**Q:** If I hold one end of a disilane molecule and turn the other end about the Si–Si bond, which position costs the most energy?

Rigid scan of the H–Si–Si–H torsion in gas-phase disilane (Si2H6), calculated with Ansatz 0.2.0 in the def2-TZVPP basis, with frozen cores in CCSD(T). Bond lengths and angles are held at the PBE0-D4/def2-TZVP minimum, and each method's energies are relative to its own value for that structure, at 59.9°.

```
torsion (°)  CCSD(T) (eV)  PBE-D4 (eV)  PBE0-D4 (eV)  wB97M-V (eV)  wB97M-V less CCSD(T) (eV)  T1 diagnostic
       59.9        0.0000       0.0000        0.0000        0.0000                     0.0000            n/a
       68.6        0.0024       0.0022        0.0022        0.0022                    -0.0002          0.013
       85.7        0.0186       0.0173        0.0173        0.0173                    -0.0013          0.013
      102.9        0.0391       0.0363        0.0364        0.0363                    -0.0028          0.013
      120.0        0.0483       0.0448        0.0449        0.0448                    -0.0035          0.013
      137.1        0.0391       0.0363        0.0364        0.0363                    -0.0028          0.013
      154.3        0.0186       0.0173        0.0173        0.0173                    -0.0013          0.013
      171.4        0.0024       0.0022        0.0022        0.0022                    -0.0002          0.013
```

**A:** The one at a torsion of 120.0°, where, seen along the Si–Si axis, each hydrogen in front hides one behind. This is the eclipsed form. At 59.9° the hydrogens in front stand in the gaps between those behind, and this staggered form is the minimum. CCSD(T) puts the eclipsed form 0.0483 eV higher, and that difference is the barrier to turning.

**Q:** Is the barrier there because the hydrogens bump into each other?

**A:** The distances speak against that picture. In the structure used here, the closest hydrogens on opposite ends are 3.6 Å apart when staggered and 3.4 Å apart when eclipsed. Two hydrogens that don't share a bond touch at roughly 2.4 Å, so even the eclipsed pairs keep well clear of each other.

What meets across the molecule is the electron clouds of the Si–H bonds, through their thin outer parts. Theory names two effects. Filled bonds that face each other repel, because the Pauli principle keeps electrons of the same spin apart, and eclipsing brings the bonds face to face. In the staggered form, moreover, each filled Si–H bond lies exactly opposite an Si–H bond on the other silicon and can pass a little electron density into its empty antibonding orbital, which lowers the energy. Both effects favour staggering, and total energies like these can't tell how much each contributes.

**Q:** What would change if I replaced silicon by carbon?

**A:** You would have ethane, with the same threefold arrangement but a much shorter central bond. The Si–Si bond here is 2.33 Å long; a C–C single bond measures about 1.5 Å. Overlap between electron clouds falls off steeply with distance, and both the repulsion and the delocalisation depend on overlap. Shortening the bond therefore strengthens both, and the barrier should rise.

It does: ethane's barrier is roughly 0.13 eV, a recalled value, and so more than twice that of disilane. For simple molecules of this kind, with three hydrogens at each end of a single bond, a longer central bond usually makes turning easier.

**Q:** Could I have guessed the energies in between from the barrier alone?

**A:** Very nearly, because symmetry fixes most of the curve. Each end has three equal hydrogens, so the energy must repeat every 120°, and turning left must cost the same as turning right. The simplest curve that obeys both rules is

E = (V/2) · (1 + cos 3φ),

where φ is the torsion and V the barrier. Finer ripples are allowed too, but they would need an interaction that changes sharply with angle, and thin, distant electron clouds give a smooth one.

Take φ = 85.7° and the CCSD(T) barrier. Then 3φ = 257.1°, whose cosine is −0.22, and E = 0.0483/2 × 0.78 ≈ 0.019 eV. The table has 0.0186 eV. The eclipsed row supplied V and so tests nothing, but at the other angles between minimum and top the formula also stays within 0.0002 eV of CCSD(T).

The curve also shows where the molecule resists most. It is flat at the bottom and at the top and steepest halfway, near 90°. That is why the step from 85.7° to 102.9° costs about twice as much as the equally wide step from there to the top.

**Q:** Does it matter which density functional I choose?

**A:** Not among these three. PBE-D4, PBE0-D4 and wB97M-V agree within 0.0001 eV at every angle, although they treat exchange quite differently. A plausible reason is that turning leaves every bond intact, so whatever error a functional makes in the energy of a bond is nearly the same before and after, and cancels.

Agreement with each other isn't agreement with CCSD(T), however. At the top all three lie lower by 0.0034 to 0.0035 eV, about 7% of the CCSD(T) barrier. The column "wB97M-V less CCSD(T)" shows nearly the same percentage at 85.7° and 102.9°. The functional thus gives the same shape as CCSD(T) on a slightly smaller scale.

**Q:** At 68.6° I find a shortfall of 8%. Is the functional worse there?

**A:** The table gives no sign of that, since rounding alone can turn 7% into 8%. The CCSD(T) energy at this angle is only 0.0024 eV, and one unit in the last printed digit is already 4% of it. The difference of −0.0002 eV is just two such units. Percentages are worth reading only higher up the curve.

**Q:** Then is the CCSD(T) barrier right to its last digit, and are the functionals wrong by 7%?

**A:** Neither follows. The four decimals describe this calculation exactly, but its settings limit what they say about the real molecule. CCSD(T) describes correlation by excitations into empty orbitals, so it needs a larger basis than a functional does before its energies settle. It also leaves the inner electrons uncorrelated here. The table doesn't show how far these choices shift the barrier, and together they could matter on the scale of the gap we are discussing, a few thousandths of an electronvolt. Repeating CCSD(T) in a larger basis, and then with the inner electrons included in a basis made for them, would help to show how much of the gap belongs to the functionals.

A second limit is that the turn is rigid: bond lengths and bond angles stay as they are at the minimum. A real molecule can adjust on its way over the top, for example by stretching the Si–Si bond a little. In PBE0-D4, the level at which the structure was optimised, such an adjustment can only lower the barrier. I would quote about 0.05 eV and leave the further digits for comparing methods on the same structures.

**Q:** Is 0.05 eV a lot for a molecule at room temperature?

**A:** It is little. The thermal energy kT at 300 K is 0.026 eV, so the barrier is only about 1.9 kT. In a classical estimate, the eclipsed angle is then e^(−1.9) ≈ 0.15 times as likely as the staggered one. The molecule prefers to be staggered, but its ends turn past each other all the time.

This matters for how one pictures disilane in use, as a gas from which silicon films for electronic devices are grown. The molecules arrive at the surface in every torsion, not frozen in one shape. The barrier doesn't set the growth rate, though, since the molecules must lose hydrogen to form a film, and breaking an Si–H bond in the gas takes tens of times more energy than turning.
